One distance, a few integrals, any direction: the angular rules for two-centre integrals

Between a p shell on atom A and a p shell on atom B there are nine integrals, and between two d shells twenty-five. At a given distance only two and three of these are independent. The rest is geometry, as Slater and Koster tabulated in 1954. I will derive their rules and then apply them to the 2p orbitals that face each other across norbornadiene.

Premises

First, each orbital is a radial function times a real spherical harmonic of angular momentum L about its own centre. The radial function is arbitrary but common to the shell. Second, both centres use parallel axes x, y, z. The unit vector from A to B is e = (l, m, n), with l² + m² + n² = 1, and the distance is R. Third, the operator O is spin-free and commutes with every rotation about the line AB and every reflection in a plane containing it. The unit operator qualifies, and so do the kinetic energy and spherical potentials centred on A or B. The symbol (a,b) means ⟨a on A|O|b on B⟩.

Step 1: the bond frame

Take z′ along e, with azimuth φ about it. A harmonic on either centre, quantised along z′, has the form g(ρ, z′)·exp(iμφ), and the same φ serves both centres because both lie on the axis. Since O commutes with the rotations, it returns a function with the same factor exp(iμφ). The φ integral of exp[i(μ′ − μ)φ] vanishes unless μ′ = μ. Call the surviving integrals I(μ).

The reflection φ → −φ turns μ into −μ and leaves O alone, so I(μ) = I(−μ). For real orbitals c = (|μ⟩ + |−μ⟩)/√2 and s = (|μ⟩ − |−μ⟩)/(i√2), direct expansion gives

⟨c|O|c′⟩ = ⟨s|O|s′⟩ = [I(μ) + I(−μ)]/2, ⟨c|O|s′⟩ = [I(μ) − I(−μ)]/(2i) = 0.

So there is one integral for each |μ| from 0 to the smaller of L and L′. For s, p and d shells these are the σ, π and δ integrals, functions of R alone.

Question: Do you need the reflection? Rotation seems to do all the work.

Rotation alone leaves I(μ) and I(−μ) unrelated, and then cosine couples to sine. A magnetic field along the bond does just that: it keeps the rotations and removes the mirrors.

Step 2: p orbitals are vectors

Write p_u = f(r)·√(3/4π)·(u·r)/r for a unit vector u, with r measured from the orbital's own centre. This is linear in u. Complete e to an orthonormal triad e, e₁, e₂. Then

p_u = (u·e)p_e + (u·e₁)p_1 + (u·e₂)p_2,

one σ and two π orbitals. An s orbital on A is σ, so by Step 1 only the first term survives:

(s,u) = (u·e)(spσ), hence (s,x) = l (spσ).   (1)

For p_u on A and p_v on B, Step 1 keeps three of nine terms:

(u,v) = (u·e)(v·e)(ppσ) + [(u·e₁)(v·e₁) + (u·e₂)(v·e₂)](ppπ).

Completeness of the triad means u·v is the sum of all three products, so the bracket equals u·v − (u·e)(v·e):

(u,v) = (u·e)(v·e)(ppσ) + [u·v − (u·e)(v·e)](ppπ).   (2)

The arbitrary choice of e₁ and e₂ has dropped out, as it must. Setting u = v = x gives u·e = l and u·v = 1. Setting u = x, v = y gives u·v = 0. Thus

(x,x) = l²(ppσ) + (1 − l²)(ppπ),
(x,y) = lm[(ppσ) − (ppπ)].   (3)

The other entries follow by permuting axes.

Question: What are the signs? In my tables the pσ overlap at bonding distances is positive.

Those tables point the two positive lobes at each other. Here both orbitals in (ppσ) point along +e, so the positive lobe on A meets the negative lobe on B. The overlap (ppσ) starts at +1 for identical orbitals at R = 0 and is negative at long range. Likewise the overlap (spσ) is negative for radially nodeless orbitals, because p_e on B turns its negative lobe to A. With p on A and s on B the same steps give (x,s) = l (psσ), and inversion through the midpoint shows (psσ) = −(spσ) for like atoms.

Step 3: d orbitals are tensors

Write d_Q = g(r)·N·(r·Q·r)/r², with Q a real symmetric traceless 3×3 matrix. These matrices span five dimensions, like the d shell. The average of r_i r_j r_k r_q/r⁴ over the sphere is isotropic and fully symmetric, so it is proportional to δ_ij δ_kq + δ_ik δ_jq + δ_iq δ_jk. Contracting i with j and k with q gives 1 on the left and 9 + 3 + 3 on the right, which fixes the factor at 1/15. For traceless Q and Q′ the first term drops out, so the angular overlap of two d functions on one centre is N²·4π·(2/15)·Tr(QQ′). With N = √(15/8π), the scalar product of orbitals is simply Tr(QQ′).

With xy denoting the dyad of the unit vectors, the normalised laboratory set is

Q(xy) = (xy + yx)/√2, and likewise yz and zx,
Q(x²−y²) = (xx − yy)/√2,
Q(z²) = (3zz − 1)/√6.

The bond-frame set has the same form: Qσ = (3ee − 1)/√6, two π tensors Q_k = (e e_k + e_k e)/√2, and two δ tensors built from e₁ and e₂ only. The component of any d_Q along a bond-frame orbital is a trace. Because Tr Q = 0,

Tr(Q Qσ) = 3(e·Q·e)/√6 = √(3/2)·(e·Q·e), Tr(Q Q_k) = √2·(e_k·Q·e).

An s orbital on A sees only the σ component:

(s,Q) = √(3/2)·(e·Q·e)(sdσ).   (4)

For xy, e·Q·e = √2·lm. For x²−y² it is (l² − m²)/√2. For z² it is (3n² − 1)/√6, and replacing 1 by l² + m² + n² turns (3n² − 1)/2 into n² − (l² + m²)/2. Therefore

(s,xy) = √3·lm (sdσ),
(s,x²−y²) = (√3/2)(l² − m²)(sdσ),
(s,z²) = [n² − (l² + m²)/2](sdσ).   (5)

The same completeness argument handles the rest. Summing (u·e_k)·√2·(e_k·Q·e) over k gives

(u,Q) = √(3/2)(u·e)(e·Q·e)(pdσ) + √2[u·Q·e − (u·e)(e·Q·e)](pdπ),   (6)

for example (x,xy) = √3·l²m (pdσ) + m(1 − 2l²)(pdπ). For two d orbitals the weights are wσ = (3/2)(e·Q·e)(e·Q′·e), wπ = 2[e·QQ′·e − (e·Q·e)(e·Q′·e)], and wδ = Tr(QQ′) − wσ − wπ, since the five components together give the scalar product. For (xy,xy) they are 3l²m², l² + m² − 4l²m² and n² + l²m².

Question: My program uses six Cartesian d functions. Does (4) hold for the x² function?

No, because xx has unit trace. Split it as (xx − 1/3) + 1/3. The traceless part obeys (4), and the remainder is an s-type function r²·exp(−ar²) with its own (ssσ) integral.

Step 4: the sum of squares

Collect the integrals between a shell on A and a shell on B in a matrix M. Steps 1 to 3 say M = U_A·D·U_Bᵀ. Here U_A and U_B are orthogonal, since they connect two orthonormal bases of a shell, and D holds the σ, π, δ integrals V_μ between matching bond-frame orbitals and zeros elsewhere. Then

Σ_ab (a,b)² = Tr(MMᵀ) = Tr(DDᵀ) = Vσ² + 2Vπ² + 2Vδ²,   (7)

with as many terms as the two shells share. The direction has gone. For s with d, (7) says

3(l²m² + m²n² + n²l²) + (3/4)(l² − m²)² + (3n² − 1)²/4 = 1.

Question: So if I sum over the full shell on B, any orbital on A sees an isotropic neighbour?

No, both shells must be complete. For one orbital a the sum over b is the diagonal element (MMᵀ)_aa = Σ (U_A)²_aμ·V_μ², summed over the bond-frame orbitals, and it retains the weights. For p_x against a p shell it is l²(ppσ)² + (1 − l²)(ppπ)². The s orbital escapes only because it is a full shell by itself. Second-order interaction energies go as squared integrals, so a degenerate filled shell facing a degenerate empty one is stabilised equally in all directions, while a single π orbital is not.

The radial part for Slater 2p orbitals

The numbers need (ppσ) and (ppπ). Take p_z = √(ζ⁵/π)·z·exp(−ζr) on both centres, set p = ζR, and use ξ = (r_A + r_B)/R, η = (r_A − r_B)/R. Then z_A = (R/2)(ξη + 1), z_B = (R/2)(ξη − 1), ρ² = (R/2)²(ξ² − 1)(1 − η²), the volume element is (R/2)³(ξ² − η²)dξ dη dφ, and the exponentials combine to exp(−pξ). The φ integral gives 2π for σ and π for π, the latter from cos²φ. Integrating (ξ²η² − 1)(ξ² − η²) and (ξ² − 1)(1 − η²)(ξ² − η²) over η from −1 to 1 leaves

(ppσ) = (p⁵/16)[(2/3)A₄ − (12/5)A₂ + (2/3)A₀],
(ppπ) = (p⁵/32)[(4/3)A₄ − (8/5)A₂ + (4/15)A₀],

where A_k is the integral of ξᵏ·exp(−pξ) from 1 to ∞. Integration by parts gives A₀ = exp(−p)/p and A_k = [exp(−p) + k·A_(k−1)]/p. Collecting powers,

(ppσ) = exp(−p)[1 + p + p²/5 − 2p³/15 − p⁴/15],
(ppπ) = exp(−p)[1 + p + 2p²/5 + p³/15].   (8)

Slater's rules give carbon an effective charge 6 − 2(0.85) − 3(0.35) = 3.25, so ζ = 1.625 bohr⁻¹. The σ overlap changes sign at p = 2.51, or 0.82 Å, and is negative at every chemical distance.

Range of validity

For overlap, kinetic energy and spherical potentials on A or B, equations (1) to (7) are exact for any radial functions and any R. They need extension or fail in five cases. Two f shells add a φ integral. A potential on a third atom breaks the axial symmetry and couples σ to π. Fock matrix elements inherit that failure through the molecular density. Orthogonalised atomic orbitals carry tails on their neighbours and no longer satisfy the first premise. Spin–orbit coupling and vector operators such as the transverse dipole violate the third. A Hamiltonian written in the two-centre form is thus a model, while the overlap matrix in that form is not.

Norbornadiene

The molecule has two double bonds, C2=C3 and C5=C6, bridgeheads C1 and C4, and the bridge C7, in C2v symmetry. I take approximate, typical inputs: C=C d = 1.34 Å, C1–C2 b = 1.54 Å, angle C1–C2–C3 107°, and a dihedral θ = 115° between the planes C1C2C3C4 and C1C6C5C4. The alkene carbons are assumed planar, so each π orbital is normal to its plane.

Put y along C1···C4, z along the twofold axis towards C7, and x across the ring, and let ω = θ/2 = 57.5°. Each alkene carbon lies h = b·sin 107° = 1.473 Å from the C1···C4 line. C2 and C3 sit at x = −h·sin ω, C6 and C5 at x = +h·sin ω, all at z = −h·cos ω, with y = +d/2 for C2 and C6 and −d/2 for C3 and C5. Choose the positive lobes on the face away from C7:

u = (cos ω, 0, −sin ω) on C2 and C3, v = (−cos ω, 0, −sin ω) on C5 and C6.

Then u·v = sin²ω − cos²ω = −cos θ = 0.4226. I carry unrounded values and print four decimals as bookkeeping.

For the pair C2···C6, e = (1, 0, 0), R = 2h·sin ω = 2.484 Å and p = 7.628. Equation (8) gives (ppσ) = −0.1288 and (ppπ) = 0.0299. The σ weight in (2) is −cos²ω = −0.2887 and the π weight sin²ω = 0.7113, so

S₂₆ = 0.0372 + 0.0213 = 0.0585.

The two negative signs cancel, as they should for lobes leaning towards each other. The σ term has the smaller weight yet supplies 64 per cent, because at this range |(ppσ)| is 4.3 times (ppπ).

For the diagonal pair C2···C5, R′ = √(R² + d²) = 2.82 Å, p = 8.667 and l² = R²/R′² = 0.7746. Neither u nor v has a y component, so the σ weight is −l²cos²ω = −0.2236 and the π weight is 0.4226 + 0.2236 = 0.6462. With (ppσ) = −0.0754 and (ppπ) = 0.0143,

S₂₅ = 0.0169 + 0.0092 = 0.0261.

Within a double bond the overlap is pure π: p = 4.115 and s = 0.270. The normalised bond orbitals are (p₂ ± p₃)/√(2(1 ± s)) and (p₆ ± p₅)/√(2(1 ± s)). Symmetry makes S₃₅ = S₂₆ and S₃₆ = S₂₅, so four terms collapse to

S(ππ) = (S₂₆ + S₂₅)/(1 + s) = 0.0846/1.270 = 0.067,
S(π*π*) = (S₂₆ − S₂₅)/(1 − s) = 0.0323/0.730 = 0.044.

The π–π* overlaps vanish by the mirror y → −y. The diagonal pairs reinforce the π interaction and weaken the π* one.

Question: How far do you trust the second figure?

The angular factors are exact for the assumed geometry, but the inputs are soft. Tilting both lobes at fixed R gives dS₂₆/dω = sin θ·[(ppσ) + (ppπ)] = −0.0016 per degree, which is 2.7 per cent per degree, so a few degrees of pyramidalisation matter. The exponent matters more, since we sample the tail. Lowering ζ to an illustrative 1.40 bohr⁻¹, by 14 per cent, raises S₂₆ from 0.0585 to 0.103. A single exponent chosen for bonding distances is therefore a weak guide here.

Question: Can you turn the overlap into a level splitting?

Only with a further assumption. Take the Wolfsberg–Helmholz form H_ij = K·S_ij·α for i ≠ j, with the customary extended Hückel inputs α = −11.4 eV for carbon 2p and K = 1.75. Then H_aa = α(1 + Ks)/(1 + s) for either π orbital and H_ab = KαS, with S = S(ππ). The two levels are E± = (H_aa ± H_ab)/(1 ± S), and

Δ = E₋ − E₊ = 2S(H_aa − Kα)/(1 − S²), H_aa − Kα = α(1 − K)/(1 + s) = 8.55/1.270 = 6.73 eV.

With 1 − S² = 0.996 this is Δ = 0.90 eV, the in-phase a₁ combination lying below the combination that is odd in x. Because Δ scales as K − 1, K = 2 would give 1.20 eV.

Question: And the σ frame, which Hoffmann called through-bond coupling?

It is a real rival, and (1) and (2) size it. Take p_u on C2 and an sp³ hybrid on C1 pointing at C6 along a unit vector w. Here e runs from C2 to C1 and is perpendicular to u, so the s part and the σ term vanish. The overlap is (√3/2)(u·w)(ppπ). From the coordinates u·w = sin 107°·sin θ = 0.867, and at 1.54 Å p = 4.729 and (ppπ) = 0.192, so the overlap is 0.144, larger than any transannular one. It acts at second order. Borrowing the factor 6.73 eV gives a coupling of 0.97 eV, and an assumed gap of 3 eV to the σ levels gives a shift of 0.3 eV for one such contact. The two π combinations mix with different σ orbitals, so Δ changes by the difference of such shifts, which can be some tenths of an eV.

Three-centre terms are not small either. C1 lies √(b² − R²/4) = 0.91 Å from the midpoint of C2···C6, closer than C2 and C6 themselves at 1.24 Å, so its potential acts on the overlap region about as strongly as theirs. The constant K absorbs this without regard to direction.

What the direction cosines deliver rigorously is the decomposition: weights of −0.2887 on σ and 0.7113 on π for the facing carbons in this geometry. The overlap S(ππ) ≈ 0.067 and the through-space splitting of about 0.9 eV are the model's numbers, resting on one Slater exponent, planar carbons, the value of K and the neglect of the σ frame.